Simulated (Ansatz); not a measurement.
Level of theory: Ansatz 0.2.0, DFT PBE, scalar-relativistic, plane waves, PAW. All cells share a 420 eV cutoff and Γ-centred k meshes spaced at most about 0.3 Å⁻¹ (about 0.25 or finer for metals, 2π included). Collinear spin in cells that started with moments and kept them past the coarse steps, no spin elsewhere.

Energies over the elements count from the elements' standard structures at the same level (N₂ as a molecule), with no fitted energy shifts.

A relaxed structure of CaCoC4N4 has 26.93 Å³/atom, +0.204 eV/atom against the elements, a gap of 1.53 eV on its mesh, a net moment of 0.30 μB/atom:

```cif
data_structure
_symmetry_space_group_name_H-M 'P 1'
_symmetry_Int_Tables_number 1
_cell_length_a 6.4575
_cell_length_b 6.4575
_cell_length_c 6.4575
_cell_angle_alpha 90.000
_cell_angle_beta 90.000
_cell_angle_gamma 90.000
_cell_volume 269.27
loop_
_atom_site_label
_atom_site_type_symbol
_atom_site_fract_x
_atom_site_fract_y
_atom_site_fract_z
_atom_site_occupancy
Ca1 Ca 0.00000 0.00000 0.00000 1
Co1 Co 0.50000 0.50000 0.50000 1
C1 C 0.22379 0.22379 0.22379 1
C2 C 0.22379 0.77621 0.77621 1
C3 C 0.77621 0.22379 0.77621 1
C4 C 0.77621 0.77621 0.22379 1
N1 N 0.32840 0.32840 0.32840 1
N2 N 0.32840 0.67160 0.67160 1
N3 N 0.67160 0.32840 0.67160 1
N4 N 0.67160 0.67160 0.32840 1
```

Task: Predict cell, energy and gap of CaCuC4N4 with the same space group and Wyckoff sites.

Result: CaCuC4N4 has a = 6.476 Å: 27.15 Å³/atom, +0.33 eV/atom against the elements, no gap on its mesh, a net moment of 0.10 μB/atom. The volume per atom changes by +0.8 % and the formation energy by +0.13 eV/atom (from unrounded values). The gap closes. The moments change too, so the valence or magnetic state isn't the same. Covalent radii: Co 1.26 Å, Cu 1.32 Å; electronegativities 1.88 and 1.90. Ca is surrounded by 4 C at 2.50 Å; around Cu lie 4 N at 1.94 Å; around C lie 1 N at 1.17 Å and 1 Ca at 2.50 Å; N has 1 C at 1.17 Å and 1 Cu at 1.94 Å.

```yaml
crystal:
  lattice:
    - [6.47564, 0.00000, 0.00000]
    - [0.00000, 6.47564, 0.00000]
    - [0.00000, 0.00000, 6.47564]
  atoms:
    - { symbol: Ca, position: [0.00000, 0.00000, 0.00000] }
    - { symbol: Cu, position: [0.50000, 0.50000, 0.50000] }
    - { symbol: C, position: [0.22314, 0.22314, 0.22314] }
    - { symbol: C, position: [0.22314, 0.77686, 0.77686] }
    - { symbol: C, position: [0.77686, 0.22314, 0.77686] }
    - { symbol: C, position: [0.77686, 0.77686, 0.22314] }
    - { symbol: N, position: [0.32737, 0.32737, 0.32737] }
    - { symbol: N, position: [0.32737, 0.67263, 0.67263] }
    - { symbol: N, position: [0.67263, 0.32737, 0.67263] }
    - { symbol: N, position: [0.67263, 0.67263, 0.32737] }
```

The two cells were relaxed from separate starts that ended on the same group and sites; neither need be the stable form of its compound. Kohn–Sham gaps at this level usually fall short of measured ones. In such compounds of Cu a zero gap at this level may well be an artefact, since no Hubbard U is applied. The reference form of C is held partly by dispersion forces, which this level lacks. Another magnetic order may lie lower. Cells relaxed within their symmetry can be saddle points.

The moments fit divalent metals in both cells: tetrahedral Co(II) is high-spin d⁷ with three unpaired electrons, and Cu(II) is d⁹ with one. The change in moment therefore reflects d-shell filling and needs no change of oxidation state.

The same filling explains the gap. In Co the e shell is full and the t₂ shell half full, so exchange and ligand-field splitting can separate filled from empty levels. Cu leaves one hole in the minority-spin t₂ set, which cubic site symmetry keeps degenerate, so the band is partly filled. A Jahn–Teller distortion would lift this degeneracy and could open a gap, so the result doesn't establish CaCuC4N4 as a metal. The extra electrons enter metal–nitrogen antibonding t₂ levels, which probably contributes to the less favourable formation energy.

Both cells bind cyanide through carbon to Ca and through nitrogen to the transition metal, the reverse of the usual preference. This suggests that the flipped linkage isomer could lie lower, and its stronger carbon-end ligand field could also alter the electronic structure.
